A model of hole transport in a MoTe₂ channel many layers thick starts with a decision: do the holes sit at the zone centre Γ, at the zone corner K, or at both? Two sizes are worth remembering. The filled bands reach almost the same height at Γ and at K, within about 0.05 eV, and in parts of the zone away from both points they sink by more than half an electronvolt. Both heights and the dip can be estimated with three cosines.

OpenMX 3.8.5 calculation with PBE, the OpenMX 2013 PBE pseudopotentials and the standard basis for bulk MoTe₂ (P6₃/mmc, 6 atoms per cell), unrelaxed, without spin polarisation or spin-orbit coupling. The 9×9×3 k mesh is centred on Γ, with Fermi-Dirac smearing of 0.05 eV. Levels are counted from the highest filled level on this mesh.

| point a (reciprocal cell vector) | point b (reciprocal cell vector) | point c (reciprocal cell vector) | level point (row) | level under 2 (eV) | level under 1 (eV) |
| --- | --- | --- | --- | --- | --- |
| -0.4444 | 0.1111 | 0.0000 | 1 | -0.616 | -0.489 |
| -0.3333 | -0.3333 | 0.0000 | 2 | -0.278 | -0.053 |
| -0.3333 | 0.1111 | 0.0000 | 3 | -0.851 | -0.722 |
| -0.2222 | 0.0000 | 0.0000 | 4 | -0.766 | -0.641 |
| -0.2222 | 0.1111 | 0.0000 | 5 | -0.562 | -0.274 |
| -0.1111 | 0.0000 | -0.3333 | 6 | -0.180 | -0.145 |
| 0.0000 | 0.0000 | 0.0000 | 7 | -0.314 | 0.000 |

The levels come from a density-functional (PBE) calculation without spin-orbit coupling, and they are counted from the highest filled level found, which lies at Γ. The columns point a, point b and point c give the position in the zone as fractions $a$, $b$, $c$ of the reciprocal cell vectors. Γ is level point 7, and K is level point 2. Level under 1 is the highest filled level at each point, and level under 2 is the next one down.

### Two hills of equal height

The crystal cell contains two layers, so levels tend to come in pairs that the contact between the layers pushes apart. It helps to treat the centre of the upper pair first and its splitting afterwards. The pair is taken here as the two highest filled levels. Since the table ranks levels by energy, these two need not be partners from the same band at every point. At Γ the centre lies at −0.16 eV, and at K it lies at −0.17 eV. At level point 3, about equally far from both and a little off the line that joins them, it has dropped to −0.79 eV.

A level that varies smoothly and periodically through the zone can be written as a sum of cosines, one group for each shell of neighbouring cells in the layer. The nearest shell contributes $\cos 2\pi a+\cos 2\pi b+\cos 2\pi(a+b)$. This sum is 3 at Γ but −3/2 at K, so on its own it would make one point a summit and the other a floor. The second shell contributes

$$S=\cos 2\pi(a-b)+\cos 2\pi(2a+b)+\cos 2\pi(a+2b).$$

At K, where $a=b=-1/3$, the three phases are 0, −1 and −1 full turns. Each cosine is then 1, and $S=3$, exactly as at Γ. A level governed by $S$ therefore has two equal hills with low ground between them, which is the pattern of the table.

The physical reason for this pattern is argued from the standard band picture of this family of materials, since the table holds energies and not orbitals. In that picture the top filled state at Γ is built from the molybdenum $d_{z^2}$ orbital with a share of tellurium $p_z$, and the one at K from the in-plane $d_{xy}$ and $d_{x^2-y^2}$ orbitals. The threefold symmetry of the layer keeps the two kinds from mixing at Γ and at K. Without mixing, the $d_{z^2}$ level would rise from Γ towards K, the in-plane level would fall, and the two would cross on the way. Away from Γ and K they do mix, and the mixing pushes the filled level below and the empty one above that crossing. The weight of $S$ describes the result of this repulsion and should not be read as the strength of electron hopping between second neighbours. The mixing does not make the two hills equally high. In a single layer the level at Γ is expected to lie well below the one at K, and in the bulk the contact between tellurium $p_z$ orbitals of neighbouring layers is expected to lift it. The equal height is a near coincidence of this crystal, and the rule should not be carried over to one or a few layers.

### The rule and two estimates

A straight line in $S$ was fitted to the pair centres of the six points with $c=0$. Its constants were then rounded, and half of a typical pair splitting, 0.10 eV, was added to get from the centre to the upper level:

$$E_{\text{top}}\approx -0.45+0.13\,S\quad\text{(eV)}.$$

Level point 3 has $a=-1/3$ and $b=1/9$. The three phases are −4/9, −5/9 and −1/9 of a turn, or −160°, −200° and −40°, with cosines −0.94, −0.94 and 0.77. Their sum is $S=-1.11$, and the rule gives $-0.45-0.14=-0.59$ eV. The calculation has −0.72 eV, so the rule finds the low ground but makes it too shallow by 0.13 eV.

Level point 5 has $a=-2/9$ and $b=1/9$, and lies closer to Γ. Two phases are −120° and the third is zero, so the cosines cancel and the estimate is simply −0.45 eV. The calculated level is −0.27 eV. This is the largest miss in the table, although the point took part in the fit, as level point 3 did.

### How far the rule can be trusted

Over all seven points the estimate of the highest filled level is typically off by 0.10 eV, while the level itself varies by 0.72 eV. That is good enough to tell a hill from low ground. The nearest-neighbour sum, fitted to the same six centres, misses them by 0.24 eV on average (root mean square), against 0.08 eV for $S$. The printed output after this text gives both fits and the misses of the rule point by point.

The rule has its largest miss on the slope of the Γ hill. At level points 5 and 6, the two closest to Γ, it places the highest filled level too low. At level point 4, a little further out in another direction, it places the level too high by 0.11 eV. The cosines thus do not give the shape of the calculated hill. Level point 6 also has a wavevector component across the layers, which the rule ignores, and it was left out of the fit for that reason. Its small miss of 0.08 eV is partly luck: the centre is placed 0.17 eV too low, while the pair is split by only 0.035 eV there, much less than the rule assumes. The curvature of the rule at Γ should therefore not be turned into an effective mass for holes. The same holds at K, where the hill rests on a single point: the table has no row close to K and none at the edge centre M, so the rule is untested there.

A second limit comes from using one sum only. Level points 1 and 4 have the same $S$, yet their pair centres differ by 0.15 eV. Any formula in $S$ alone must miss at least one of them by half that amount. Better constants cannot remove this miss. Adding the nearest-neighbour sum is not expected to help much either, since any weight on it pulls Γ and K apart, and six points are too few to fix further terms.

### Which hill is higher

The rule gives Γ and K the same height by construction, so their order has to be read from the calculation. There Γ leads by 0.053 eV. Only 0.009 eV of this lead comes from the pair centres. The other 0.044 eV comes from the spacing within the pair: the two highest filled levels lie further apart at Γ than at K.

At K the splitting must come from the coupling between the layers, because spin-orbit coupling is switched off. At Γ the energies alone do not show whether the second level is the layer partner of the first or belongs to another band. The division of the lead into two parts is therefore bookkeeping and does not prove a cause. The order of the two hills is in any case sensitive to the spacing of the layers and to the height of the tellurium atoms within them. The structure used here was not relaxed: it is under a calculated pressure of about 5.5 GPa, and sizeable forces act on the tellurium atoms across the layers. A relaxed crystal may have a different lead, or even the opposite order.

Spin-orbit coupling acts on the same contest. In a single layer it splits the top level at K by roughly 0.2 eV, while it hardly affects the top level at Γ. In the layered crystal it would widen the pair at K and raise its upper member by an amount comparable to the lead of Γ. For the channel model this settles the opening question in one respect: holes at both Γ and K should be included, and their relative energy should be taken from a calculation with spin-orbit coupling on the measured structure or on one relaxed with a dispersion correction, since PBE alone tends to leave the layers too far apart.

Numerical output:

```
fit of centre on 6 rows (flat): constant -0.5466 +/- 0.042, coefficient of second 0.1342 +/- 0.023; rms 0.0783, worst -0.2222 -0.129, leave-one-out rms 0.105
  rows outside the fit (model, value, miss): -0.1111 -0.3177, -0.1625, -0.155
fit of centre on 6 rows (flat): constant -0.4716 +/- 0.13, coefficient of near 0.0108 +/- 0.081; rms 0.243, worst -0.3333 -0.322, leave-one-out rms 0.433
  rows outside the fit (model, value, miss): -0.1111 -0.4443, -0.1625, -0.282
Hand rule, energies in eV:
      row  level point  cos(a-b)  cos(2a+b)  cos(a+2b)        sum   centre     rule      miss  miss of top level
  -0.4444            1   -0.9398     0.1732     0.1738    -0.5929  -0.5525  -0.6271  -0.07457           -0.03807
  -0.3333            2         1          1          1          3  -0.1655    -0.16    0.0055             -0.007
  -0.3333            3   -0.9396    -0.9398     0.7661     -1.113  -0.7865  -0.6947   0.09177             0.1273
  -0.2222            4    0.1738    -0.9396     0.1738     -0.592  -0.7035   -0.627   0.07654              0.114
  -0.2222            5   -0.4998    -0.4998          1  0.0003628   -0.418    -0.55    -0.132             -0.176
  -0.1111            6    0.7661     0.1738     0.7661      1.706  -0.1625  -0.3282   -0.1657           -0.08322
      0.0            7         1          1          1          3   -0.157    -0.16    -0.003              -0.06
Spread of pair centres, in-plane rows, eV: 0.6295
Rms miss of hand rule for centre, in-plane rows, eV: 0.07884
Mean half splitting, in-plane rows, eV: 0.1007
Rms miss of hand rule for highest filled level, all rows, eV: 0.1015
Largest miss of hand rule for highest filled level, all rows, eV: 0.176
Highest filled level by hand rule, row 3, eV: -0.5947
Highest filled level by hand rule, row 5, eV: -0.45
Centre at Gamma less centre at K, eV: 0.0085
Half splitting at Gamma less that at K, eV: 0.0445
Highest filled level at Gamma less that at K, eV: 0.053
Centre in row 1 less centre in row 4 (same sum), eV: 0.151
```
